## Results and discussion

### The known rows

The 1s level of a singly charged ion is described here by three quantities: its eigenvalue ε, its mean radius ⟨r⟩, and the gap ε(1s down) − ε(1s up), which is positive when the majority spin (up) lies deeper. Z is the nuclear charge, and the configuration column shows which spin occupies the open shell. All values come from non-relativistic, spin-polarised LDA atoms with spherical densities. Seven ions serve to build a model, and five are forecast from it.

Atomic ions of charge +1, computed with Quantum ESPRESSO 7.5 (ld1.x) as spherical all-electron Kohn-Sham atoms. The calculations are non-relativistic and spin-polarised, with the LDA functional (Slater exchange, VWN5 correlation) and a point nucleus. Eigenvalues are negative for bound levels, and up is the majority spin in open shells.

```csv
species,Z,electrons,configuration,eigenvalue (1s up) (eV),eigenvalue (1s down) (eV),mean radius (1s up) (bohr),mean radius (1s down) (bohr),ε(1s down) − ε(1s up) (eV)
Be+,4,3,[He] (2s up)1,-116.47,-115.97,0.42406,0.42339,0.497
O+,8,7,[He] 2s2 (2p up)3,-529.29,-526.77,0.20122,0.20033,2.523
Mg+,12,11,[Ne] (3s up)1,-1260.2,-1260.1,0.13144,0.13144,0.093
Al+,13,12,[Ne] 3s2,-1509.4,-1509.4,0.12096,0.12096,0.000
Si+,14,13,[Ne] 3s2 (3p up)1,-1783.4,-1783.3,0.11202,0.11201,0.108
P+,15,14,[Ne] 3s2 (3p up)2,-2080.5,-2080.2,0.10430,0.10429,0.277
S+,16,15,[Ne] 3s2 (3p up)3,-2400.7,-2400.2,0.097577,0.097565,0.507
Cl+,17,16,[Ne] 3s2 (3p up)3 (3p down)1,?,?,?,?,?
Ar+,18,17,[Ne] 3s2 (3p up)3 (3p down)2,?,?,?,?,?
Ag+,47,46,[Kr] 4d10,?,?,?,?,?
Te+,52,51,[Kr] 4d10 5s2 (5p up)3,?,?,?,?,?
La+,57,56,[Xe] (5d up)2,?,?,?,?,?
```

Eigenvalue and radius follow Z steadily, but the gap does not. It vanishes in Al+, whose 3s² shell is closed, so that both spins see one potential. It climbs from Si+ to S+ as one, two and three 3p electrons are added. It is 4.98 times larger in O+ than in S+, although both have three parallel p electrons; the open shell of O+ is the more compact, with a mean radius of 1.08 bohr against 1.87 bohr in the same runs. The near equality of Be+ (0.497 eV, one 2s electron) and S+ (0.507 eV, three 3p electrons) is a coincidence of two different states. Be+, O+ and Mg+ are not neighbours and have different open shells, so they form no single trend. S+ anchors the gap model, and Te+ and La+ stretch it furthest.

### Position and size of the level

A bare nucleus binds a 1s electron by Z²/2 hartree. The other electrons raise the level by an amount D, so that ε = −Z²/2 + D, where ε is the mean of the two spins. Thomas-Fermi theory suggests the form of D. The screened potential is −(Z/r)χ(r/r₀) with r₀ ∝ Z^(−1/3), and near the nucleus χ(x) = 1 − cx + (4/3)x^(3/2). The linear term adds a constant cZ/r₀ ∝ Z^(4/3), the potential of the whole electron cloud at the origin. The next term is proportional to −Z^(3/2) r^(1/2), and over an orbital of size 1/Z it averages to a multiple of −Z. Hence D = aZ^(4/3) − bZ, with a = 1.79 hartree in the pure theory.

A least-squares line of D/Z against Z^(1/3) through all seven known rows gives a = 1.698 and b = 1.777 hartree. The five rows from Mg+ to S+ alone give a = 1.496 and b = 1.285. The two constants trade against each other, and neither deserves a physical reading. The seven-row fit misses O+ by 9.7 eV (1.8% of ε) and Mg+ by 10.0 eV in the opposite direction. These misses are far above rounding and mark the limit of a smooth formula for an atom with shells. For Cl+ and Ar+, which go on filling 3p, a local rule is better: a least-squares quadratic in Z through Al+, Si+, P+ and S+ holds to 0.01 eV, though with three constants for four points.

Energy and size are screened very differently. Writing ε = −(Z − σ)²/2 gives σ = 2.72 for S+, while ⟨r⟩ = 1.5/(Z − s), with ⟨r⟩ averaged over spin, gives s = 0.627. In each known row s is the smaller. Electrostatics explains this: a spherical shell of charge outside the orbital lifts the potential inside by a constant, which shifts ε but exerts no force. Only the partner 1s electron and the part of the outer density that penetrates the K region enlarge the orbital. The orbital is not exactly hydrogenic either, since the mean inverse radius of S+ in the same run, 15.51 bohr⁻¹, implies a screening of only 16 − 15.51 = 0.49; the tail, which ⟨r⟩ weights, is screened more than the centre. The growth of s is described empirically by s = 0.286 + 0.122 ln Z (least squares, seven rows, worst miss 0.010), and a line in Z^(−1/3) does slightly worse (0.017).

### The spin gap

Both spins feel the same nucleus and the same Hartree potential, so to first order the gap is the 1s average of the difference between the two exchange-correlation potentials. Local exchange gives v_σ = −(6n_σ/π)^(1/3) for the density n_σ of spin σ. With total density n and a small spin density m = n↑ − n↓,

gap ≈ (1/3)(6/π)^(1/3) ∫ φ² (n/2)^(−2/3) m d³r,

where φ is the 1s orbital. Correlation works against exchange and alters the prefactor. The gap thus measures how much net spin reaches the K region, diluted by the large density already there.

The scaling follows in three steps. A valence electron crosses the inner region once per radial period, and the WKB (Fermi-Segrè) normalisation gives its radial function P² ≈ (2ω/π) sin²(phase)/k, where ω is the orbital frequency and k the local momentum. At r ≈ 1/Z the momentum is of order Z, so the density P²/4πr² scales as ωZ. The density n scales as Z³, so n^(−2/3) brings Z⁻², and the normalised φ² brings nothing. For a Rydberg-like level ω ∝ |ε_val|^(3/2), with ε_val the valence eigenvalue, divided by an ionic charge that is common to all rows. The result is

gap = C Σ± |ε_val|^(3/2) / Z,

summed over the open-shell electrons with + for up and − for down, and with a constant C that depends on the angular momentum l.

For S+ the 3p up level of the same run is −17.89 eV, so |ε_val|^(3/2) = 75.7 eV^(3/2) and C = 0.169 × 16/75.7 = 0.0357 eV^(−1/2), where 0.169 eV is the gap per unpaired electron. Si+ and P+ give the same 0.0357, and the mean of the three is used below. The spread of 0.1% is smaller than the 0.5% that rounding allows at Si+, so it should be read simply as agreement. The test is sharper for ω than for Z. The factor |ε_val|^(3/2) grows from 42.3 (Si+, −12.14 eV) to 75.7, while Z only goes from 14 to 16. The numbers do show that a fixed gap per unpaired electron fails, because that quantity rises through 0.108, 0.139 and 0.169 eV.

C is not universal. It falls by a factor 0.72 from 2p (O+) to 3p and by 0.73 from 2s (Be+) to 3s (Mg+). A plausible cause is the filled L shell, which raises n in the outer part of the K region and so dilutes m; in Be+ and O+ the open shell is itself the L shell, and m ≪ n is also a poorer assumption. The table does not test this, and in Mg+ the polarised L shell may take a share, so the likeness of 0.72 and 0.73 need not point to one cause.

The l dependence comes from the weight φ²n^(−2/3). Where 1s density dominates it decays as exp(−2Zr/3), three times more slowly than φ², and so reaches well past ⟨r⟩. A p electron turns back near (l + ½)²/2Z ≈ 1.1/Z and still overlaps this weight well, while an s function loses ground through its node near Zr = 2. A d electron turns back near 3.1/Z, where the weight is small. Integrating zero-energy Coulomb functions over this weight, with an unscreened hydrogenic K and L density for n, gives s/p = 1.01 and d/p = 0.15. The first ratio can be checked, and Mg+ against the 3p rows gives 0.75, so the estimate lies about a third above it. That ratio comes from total gaps, which include the core polarisation discussed below, so the miss need not all belong to the overlap integral. The d/p ratio is good for an order of magnitude only.

The model also ignores core polarisation, the unequal relaxation of the filled up and down orbitals. The radius columns show that it exists: 1s up is larger than 1s down by 67 × 10⁻⁵ bohr in Be+ and 89 × 10⁻⁵ bohr in O+, and by about 1 × 10⁻⁵ bohr in Si+ to S+. Al+ shows no difference, and in Mg+ it is hidden by rounding and has the opposite sign in the fuller digits of the run. In S+ the 2s up orbital is also the larger (0.4832 against 0.4826 bohr). This fits exchange drawing up-spin core orbitals towards the outer up-spin shell, which would leave a down-spin excess close to the nucleus; in Mg+ the 2s and 2p up orbitals are again the larger (0.7022 against 0.7012 and 0.6901 against 0.6876 bohr), and only the 1s is reversed, which is not explained here. For 3p ions whatever this contributes is absorbed in C.

These gaps belong to the local functional. For Mg+, Hartree-Fock exchange with the single 3s electron would split 1s by about the exchange integral G⁰(3s,1s), which is 0.259 eV with these orbitals, and the LDA gap is 0.36 of that. This is one row. Neither the gaps nor the eigenvalues are measured core-level quantities.

### Forecasts

Cl+ and Ar+ add one and two 3p down electrons. Their 3p levels were extrapolated with straight lines in Z through Si+, P+ and S+, one for the mean of the up and down levels and one for the splitting per unpaired electron. This gives −19.8 and −17.9 eV for Cl+, and −21.8 and −20.8 eV for Ar+. The net count falls to two and one, but each electron is more tightly bound than in P+ and Si+, and a down electron cancels less than a full up electron. Within this 3p series the gap should therefore peak at S+, with the falling side above P+ and Si+.

Te+, which is in no fit, is worked in full. Its 5p level is scaled from S+ with rough recalled second ionisation energies, 19 eV for Te and 23 eV for S, so that ε_val = −17.89 × 19/23 = −14.8 eV. Such scaling is needed because eigenvalues are not ionisation energies: the highest level is 14.30/18.25 = 0.78 of the total-energy difference in Be+ and 26.45/35.57 = 0.74 in O+. Then 14.8^(3/2) ≈ 57 and the gap is 3 × 0.0357 × 57/52 = 0.117 eV. Relative to S+, the looser orbit costs a factor (19/23)^(3/2) = 0.75 and the nuclear charge a factor 16/52 = 0.31. The bar is wide enough to cover another drop in C like the one from n = 2 to n = 3. For the position, 52^(1/3) = 3.7325, D = 52 × (1.698 × 3.7325 − 1.777) = 237.2 hartree, and ε = −1352 + 237.2 = −1114.8 hartree, or −30.3 keV.

For La+ a rough recalled 11 eV gives a 5d level near −8.6 eV, and two electrons with d/p = 0.15 give a direct term of 0.005 eV. This is so small that core polarisation could match or exceed it, so even the sign is left open.

- Cl+ (net two unpaired): gap 0.40 ± 0.03 eV, ε −2744 ± 1 eV.
- Ar+ (net one): gap 0.23 ± 0.03 eV, ε −3110 ± 2 eV.
- Ag+: gap exactly 0 (closed shell), ε −24.5 ± 0.3 keV.
- Te+: gap 0.12 ± 0.04 eV, far below S+ despite p³; ε −30.3 ± 0.4 keV.
- La+: gap between −0.01 and +0.02 eV, sign uncertain; ε −36.8 ± 0.4 keV.
- s: 0.63–0.64 ± 0.02 for Cl+ and Ar+, 0.76–0.78 ± 0.07 for the heavy ions.

The energy bars of the heavy ions are the distance between the seven-row and five-row fits. All other bars are judgements, not statistics.

### Computed values

The withheld rows as computed:

```csv
species,Z,electrons,configuration,eigenvalue (1s up) (eV),eigenvalue (1s down) (eV),mean radius (1s up) (bohr),mean radius (1s down) (bohr),ε(1s down) − ε(1s up) (eV)
Cl+,17,16,[Ne] 3s2 (3p up)3 (3p down)1,-2744.3,-2743.9,0.091661,0.091653,0.403
Ar+,18,17,[Ne] 3s2 (3p up)3 (3p down)2,-3110.9,-3110.7,0.086419,0.086415,0.233
Ag+,47,46,[Kr] 4d10,-24507,-24507,0.032420,0.032420,0.000
Te+,52,51,[Kr] 4d10 5s2 (5p up)3,-30372,-30372,0.029263,0.029263,0.095
La+,57,56,[Xe] (5d up)2,-36892,-36892,0.026666,0.026666,-0.003
```

All fifteen values fall inside their bars, but the hits are of unequal worth.

The gaps of Cl+ (0.403 eV) and Ar+ (0.233 eV) are each 0.005 eV above the unrounded forecasts (0.398 and 0.228 eV), which is 1% and 2% of the computed value. The peak at S+ and the lopsided fall are confirmed, with Cl+ above the 0.277 eV of P+ and Ar+ more than twice the 0.108 eV of Si+. Counting alone, at the S+ rate per electron, gives 0.338 and 0.169 eV, both outside the bars. The closeness is partly a cancellation of two errors. The runs put the 3p levels deeper than extrapolated, at −20.31 and −18.43 eV in Cl+ and at −22.66 and −21.71 eV in Ar+, and with these levels the model gives 0.411 and 0.241 eV, 2% and 3% too high. C therefore slips a little as the down half of 3p fills, and the shallow extrapolated levels more than offset that. The zero of Ag+ is no test, since a closed shell has equal spin densities by construction.

Te+ is the real trial of the Z dependence. The computed gap is 0.095 eV, against 0.507 eV from counting and 0.507 × 0.75 = 0.38 eV from the looser orbit alone, so a strong fall with Z is needed and the 1/Z factor supplies most of it. The forecast was still 0.022 eV too high, 23% of the computed value. The scaled valence level is not the cause: the run binds 5p up by 14.60 eV, close to the 14.8 eV assumed, a difference worth only about 2% in ω. The miss lies in C, which comes out at 0.0295 eV^(−1/2), or 0.83 of its 3p value. A further fall of C is in line with the dilution argument, because at large Z the L shell is less screened and sits relatively closer to the K shell. The fall itself is fixed by the run, but this cause for it remains a guess.

La+ is inside its range and yet contradicts the direct model. The computed gap is −0.003 eV, so 1s down lies deeper than 1s up, whereas a sum over up electrons can only be positive. The value is known to one figure and is too small to show in the eigenvalue columns, but it is several times the rounding of the gap column. The numerical convergence of so small a fraction of ε is not tested here. Taken at face value, the sign means that something opposite outweighs the direct 5d term. Core polarisation is a possible source, since it can produce a negative spin density at the nucleus of a d-shell ion: the centrifugal barrier keeps the d electrons out, while the filled shells inside them are drawn outward for the majority spin. The radii of the filled 5s and 5p shells of La+ are not among the outputs used here, so this relaxation is inferred by analogy with the outer cores of Mg+ and S+ and is not shown for this ion. Its share of the gap is not computed here. The row describes an imposed, spherically averaged 5d² occupation without relativity, with 4f held empty although a non-relativistic local functional tends to pull that level below 5d, and a difference of a few meV need not survive a change in either.

The heavy-ion eigenvalues came out deeper than forecast by 15.5, 34.6 and 65.4 eV for Ag+, Te+ and La+, or 0.06, 0.11 and 0.18% of ε. The small percentages flatter the model, because Z²/2 is exact and dominates. The fair scale is the error per unit of Z, which is 65.4/57 = 1.1 eV for La+ and 9.7/8 = 1.2 eV for the fitted O+. The extrapolation is thus as good as the fit, and the bars were many times larger than the misses. The five-row fit would have placed Ag+ 302 eV deeper and missed by about 290 eV. The steady growth of the miss from Ag+ to La+ points the same way as the low slope of Mg+ to S+. Electrons added to a diffuse outer shell have small ⟨1/r⟩ and add less to D than the average electron, which would lower the local slope in both stretches; this is argued from electrostatics and not isolated by the numbers. Cl+ and Ar+ lie 0.5 and 0.9 eV deeper than the quadratic. Rounding of the inputs is not the cause, since the same fit to the unrounded eigenvalues of the four known runs misses by more. The miss grows about evenly with Z, as after a small change of slope at S+, where the up half of 3p is full; the cause is not isolated here. None of this accuracy carries over to nature. The leading Dirac correction, a fraction (Zα)²/4 of Z²/2 with α the fine-structure constant, is roughly 10 eV at S+ and of order 1 keV at Te+, far above the misses, though nearly common to both spins.

For the radius, s of Cl+ and Ar+ (0.635, 0.642) is within 0.004 of the logarithmic line. For the heavy ions neither empirical form is right. Te+ has s = 0.741, between 0.768 from ln Z and 0.713 from Z^(−1/3), and Ag+ and La+ likewise fall about midway. The radii themselves are missed by only 0.05%, an easy success, since the whole bar of 0.07 in s moves the radius of Te+ by 0.07/51 ≈ 0.14%. The contrast between the two screenings widens with Z. From S+ to La+, σ grows from 2.72 to 4.93 while s goes from 0.627 to 0.749, so the 41 added electrons mostly lift the level and barely swell it.

For open p shells of singly charged ions at this level of theory, the 1s gap can be estimated as C Σ± |ε_val|^(3/2)/Z with C taken from an ion of the same shell, which held to about 3% along 3p with the valence levels of the runs and overshot by a fifth to a quarter when carried from 3p to 5p. For a d shell the one row here says only that the gap is a few meV and that the direct overlap does not fix its sign. The open question is how the −0.003 eV of La+ divides between the 5d density and the polarised core shells, and whether the same negative term, hidden inside C for the light ions, accounts for part of the shortfall at Te+.
